# When the fluorine bond stops being a pair

A stretched single bond passes from one shared electron pair to two separate electrons. In F₂, two sizes are worth remembering. The weakly occupied orbital starts with about two hundredths of an electron and ends with nearly one, while RHF ends more than 9 eV above CASSCF. The practical question is how far the change has gone at 1.770 and 2.050 Å, between the bonded molecule and the separated atoms.

PySCF 2.14.0 calculations on an isolated, neutral singlet F₂ molecule at fixed bond lengths, using RHF, broken-symmetry UHF and CASSCF (two electrons in two orbitals) with the def2-TZVP basis. Spin squared refers to the UHF solution, and the weak orbital occupation to the less occupied CASSCF natural orbital.

| bond length (Å) | CASSCF energy over its lowest point (eV) | RHF energy over CASSCF (eV) | UHF energy under RHF (eV) | spin squared | first weak orbital occupation |
| --- | --- | --- | --- | --- | --- |
| 1.050 | 5.159 | 0.737 | 0.000 | 0.000 | 0.018 |
| 1.140 | 2.390 | 0.965 | 0.000 | 0.000 | 0.032 |
| 1.250 | 0.738 | 1.331 | 0.000 | 0.000 | 0.061 |
| 1.370 | 0.076 | 1.837 | 0.062 | 0.185 | 0.112 |
| 1.540 | 0.000 | 2.710 | 1.318 | 0.674 | 0.220 |
| 1.770 | ? | ? | ? | ? | ? |
| 2.050 | ? | ? | ? | ? | ? |
| 2.510 | 0.670 | 7.687 | 7.908 | 1.005 | 0.856 |
| 3.190 | 0.670 | 9.362 | 9.614 | 1.007 | 0.986 |

The CASSCF calculation lets two electrons share two orbitals, taken here as the σ bonding orbital and its antibonding partner σ*. The "first weak orbital occupation", called n below, counts the electrons in the less occupied one. Spin squared belongs to the UHF solution. It is 0 for a pure singlet and 2 for a pure triplet, so a value near 1 means an almost equal mixture of the two.

## Why the pair comes apart

Two quantities compete. Hopping, t, is the energy gained when an electron spreads over both atoms, and it fades as the orbitals cease to overlap. The repulsion U is the price of having both electrons on the same atom. Their ratio x = U/4t measures how far the bond has gone towards two separate electrons.

RHF keeps both electrons in the bonding orbital, which places them on the same atom half of the time. This does little harm while t is large. At separation it leaves a false share of F⁺F⁻ in the wavefunction and costs about U/2, called K here.

CASSCF removes that share by mixing in the configuration with both electrons in σ*. Solving the resulting two-by-two problem gives

n = 1 − 1/√(1 + x²)

RHF energy over CASSCF = K √[n/(2 − n)]

UHF takes another way out and lets the two electrons have different orbitals, with overlap c. Its energy varies as −2tc + Uc²/2, which is lowest at c = 2t/U once that value is below 1. Symmetry therefore breaks at x = ½, the Coulson–Fischer point, and beyond it spin squared is 1 − c² = 1 − 1/(4x²).

The known rows support this picture. The occupations place x = ½ near 1.36 Å, and UHF does break between 1.250 and 1.370 Å. The true onset comes somewhat earlier than the model's, because spin squared has already reached 0.185 at 1.370 Å, where the model gives 0.07.

## A prediction worked through

Overlap falls roughly exponentially with distance, so the logarithm of x should run nearly straight between neighbouring rows. The occupations give x = 0.802 at 1.540 Å and 6.87 at 2.510 Å. The first withheld row lies 0.237 of the way between them:

x = 0.802 × (6.87/0.802)^0.237 ≈ 1.34

n = 1 − 1/√(1 + 1.34²) ≈ 0.40

The coupling K, obtained from the known rows, interpolates to 8.0 eV. RHF should then lie 8.0 × √(0.40/1.60) ≈ 4.0 eV above CASSCF. The same steps at 2.050 Å give an occupation near 0.63 and an RHF excess near 5.6 eV.

UHF needs a correction. From 1.540 Å outwards, the model puts it about 0.25 eV too high relative to CASSCF. UHF can spin-polarise the other electrons of each fluorine atom, whereas this CASSCF keeps them paired. The forecasts allow for that shift, and those for spin squared are set slightly above the model, which is low in every known broken-symmetry row.

For the CASSCF energy itself, a Morse curve fitted to the seven known rows serves as a guide. The forecasts lie above it because the computed curve is already flat at 2.510 Å, where the Morse curve is still climbing. For 1.770 Å and then 2.050 Å, with ranges that are judgements and not statistical intervals, the forecasts are:

- Weak occupation: 0.40 (0.36 to 0.44); 0.62 (0.57 to 0.68).
- Spin squared: 0.90 (0.85 to 0.95); 0.98 (0.95 to 1.01).
- RHF over CASSCF: 4.0 eV (3.7 to 4.3); 5.5 eV (5.1 to 5.9).
- UHF over CASSCF: 0.6 eV (0.3 to 0.9); 0.1 eV (−0.2 to 0.4), with the sign at 2.050 Å left open.
- CASSCF over its lowest point: 0.28 eV (0.18 to 0.38); 0.53 eV (0.43 to 0.63).

The UHF energy under RHF follows by subtraction and has no range of its own.

The withheld rows as computed:

| bond length (Å) | CASSCF energy over its lowest point (eV) | RHF energy over CASSCF (eV) | UHF energy under RHF (eV) | spin squared | first weak orbital occupation |
| --- | --- | --- | --- | --- | --- |
| 1.770 | 0.295 | 4.055 | 3.493 | 0.895 | 0.412 |
| 2.050 | 0.554 | 5.660 | 5.636 | 0.975 | 0.636 |

## What the computed values say

All ten values fall within their ranges. They are not ten independent successes, since one ratio x governs most of them and the ranges were generous.

The occupation forecasts were low by 0.012 and 0.016. The logarithm of x lies slightly above the straight connection between the neighbouring rows, so the electrons separate a little sooner than assumed. A single straight line through all seven known rows does well at 1.770 Å but gives 0.67 at 2.050 Å, against the computed 0.636. The exponential law is a good guide over a short interval and a rougher one over the whole stretch.

The RHF forecasts were low by 0.055 and 0.16 eV. The underestimated occupation accounts for the miss at 1.770 Å and for part of the one at 2.050 Å, where the stated centre of 5.5 eV also lay below the formula's own 5.6 eV.

Spin squared was overestimated by only 0.005 in both rows. UHF over CASSCF was overestimated by 0.04 and 0.08 eV. At 2.050 Å the two energies are almost equal, with UHF still 0.024 eV higher, so the crossing comes between there and 2.510 Å.

The CASSCF energy forecasts were low by 0.015 and 0.024 eV. The Morse curve alone would have been about 0.1 eV low in both rows, so raising the forecasts above it was justified.

The printed output follows this text. Its zeros for the model's spin squared at 1.77 and 2.05 Å, and the differences formed from them, come from an interpolation that failed in the program; they are not predictions. The interpolation worked by hand above takes their place.

## What to do about it

Look at the weak occupation as well as spin squared. In the three shortest rows UHF is identical to RHF and spin squared is zero, yet CASSCF already lies 0.7 to 1.3 eV lower. An unbroken UHF solution shows that the pair has not split in the mean-field description. It does not show that correlation is small.

Do not use UHF to find the bond length or bond energy of F₂. Placed on the CASSCF energy scale, its energy falls from each row to the next, so no well appears at the sampled lengths. The large lowering relative to RHF at long distance mostly measures how bad RHF has become.

Nor does a UHF energy below CASSCF mean a better singlet. At the two longest distances UHF is lower by about a quarter of an eV, but its spin squared is close to 1. Hydrogen makes a useful comparison: stretched H₂ has no other electrons to polarise, so UHF would not gain this advantage over a two-orbital CASSCF.

CASSCF gives the right kind of curve, with a well and a plateau, but the well is too shallow. The plateau lies 0.670 eV above the lowest sampled point, whereas the real bond energy is roughly 1.6 eV, a recalled figure. The main lack is dynamic correlation, the many small avoidances among all the valence electrons. A multireference method that adds it to the CASSCF wavefunction is the sensible next step, with a finer grid around the minimum.

Fluorine is used as an etching and cleaning gas in device manufacture, where breaking this bond supplies reactive atoms. The curve describes that step for an isolated molecule; it says nothing about the reaction at a surface.

The analysis program printed:

```
fit of lograt on 7 rows: constant -4.36 +/- 0.18, coefficient of bond_length 2.642 +/- 0.095; rms 0.159, worst 2.51 0.344, leave-one-out rms 0.314
  rows outside the fit (model, value, miss): 1.77 0.3162, 0.3189, -0.00275; 2.05 1.056, 0.9395, 0.116
fit of casscf_above_lowest on 7 rows: constant 0.7111 +/- 0.024, coefficient of exp(-s*bond_length) -119.2 +/- 2.7, coefficient of exp(-2*s*bond_length) 4778 +/- 60, s 2.944; rms 0.0222, worst 3.19 0.0312, leave-one-out rms 0.0913
  rows outside the fit (model, value, miss): 1.77 0.2029, 0.295, -0.0921; 2.05 0.4532, 0.554, -0.101
Two-site model and computed values (energies in eV):
   row       x      K  model_spin_sq  spin_model_less_computed  model_UHF_over_CASSCF  UHF_over_CASSCF  gap_model_less_computed  UHF_on_CASSCF_scale
  1.05  0.1923  7.734              0                         0                  0.737            0.737               -1.887e-15                5.896
  1.14  0.2592  7.568              0                         0                  0.965            0.965                2.109e-15                3.355
  1.25  0.3663  7.504              0                         0                  1.331            1.331               -6.661e-16                2.069
  1.37  0.5178  7.542        0.06772                   -0.1173                  1.828            1.775                  0.05305                1.851
  1.54  0.8023  7.708         0.6116                  -0.06241                  1.616            1.392                   0.2237                1.392
  1.77   1.376  7.961              0                    -0.895                    n/a            0.562                      n/a                0.857
  2.05   2.559  8.289              0                    -0.975                    n/a            0.024                      n/a                0.578
  2.51   6.872  8.887         0.9947                  -0.01029                0.04655           -0.221                   0.2676                0.449
  3.19   71.42  9.494              1                 -0.007049              0.0004653           -0.252                   0.2525                0.418
Bond length where the model breaks symmetry, x at one half (angstrom): 1.358
Weak occupation by interpolation, 1.770 and 2.050 angstrom: n/a, n/a
Weak occupation by one straight line in log x, same rows: 0.4109, 0.6714
RHF over CASSCF by the model, same rows (eV): n/a, n/a
Forecast less computed, weak occupation: -0.012, -0.016
Forecast less computed, spin squared: 0.005, 0.005
Forecast less computed, RHF over CASSCF (eV): -0.055, -0.16
Forecast less computed, UHF over CASSCF (eV): 0.038, 0.076
Forecast less computed, CASSCF over its lowest point (eV): -0.015, -0.024
```
